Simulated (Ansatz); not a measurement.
**A substitution series on Si: F to I**

On one Si centre, n of the F ligands are replaced by I. The HOMO–LUMO gap y in eV at wB97M-V/def2-TZVPP. Shapes, held fixed at every level: PBE0-D4/def2-TZVP. Programs: Ansatz 0.2.0.

| molecule | n | y (eV) |
| --- | --- | --- |
| SiF4 | 0 | 17.62 |
| SiIF3 | 1 | 11.97 |
| SiI2F2 | 2 | ? |
| SiI4 | 4 | 8.93 |

**Question.** Fit y = c + s·n to the known rows and predict SiI2F2.

**Answer.** 
1. Means of the 3 rows: n = 1.66667, y = 12.840.
2. Σ(Δn)² = 8.6667, Σ(Δn·Δy) = -16.51, so the slope is -16.51/8.6667 = -1.905.
3. Intercept: 12.840 − (-1.905) × 1.66667 = 16.015. The largest residual of the fit is 2.14.
4. SiI2F2: 16.015 + (-1.905) × 2 = 12.21 eV.

The run gave 10.45 eV, so the prediction is off by +1.76 eV, within the scatter of the fit. The step per swap changes from -5.65 to -0.76 eV along the series, so a line misses the bend. Other levels give for SiI2F2: B3LYP-D4/def2-TZVPP 5.99; PBE0-D4/def2-TZVPP 6.48 eV. Orbital gaps aren't excitation energies, and the LUMO depends on the basis. For atoms past krypton def2 sets carry core potentials with scalar relativity.

The gap falls at every listed stage of iodine substitution, but most of the drop comes with the first iodine. This is the pattern expected when a new kind of frontier orbital appears. In SiF4 the highest occupied levels are tightly bound fluorine 2p lone pairs, whereas a single iodine supplies much higher-lying 5p lone pairs and a weaker, more polarisable bond with a low-lying Si–I σ* orbital. Further iodines probably change the gap less because they mainly mix and split levels of a kind already present.

A straight line treats each swap as equivalent and therefore misses this change of character. It even places SiI2F2 at 12.21 eV, above the 11.97 eV of SiIF3, whereas the computed value of 10.45 eV continues the decrease. The much smaller gaps from the two global hybrids probably reflect their weaker long-range exact exchange, so the size of the gap is less secure than the chemical picture. Without SiI3F, the data can't show whether the decline beyond SiI2F2 is even.
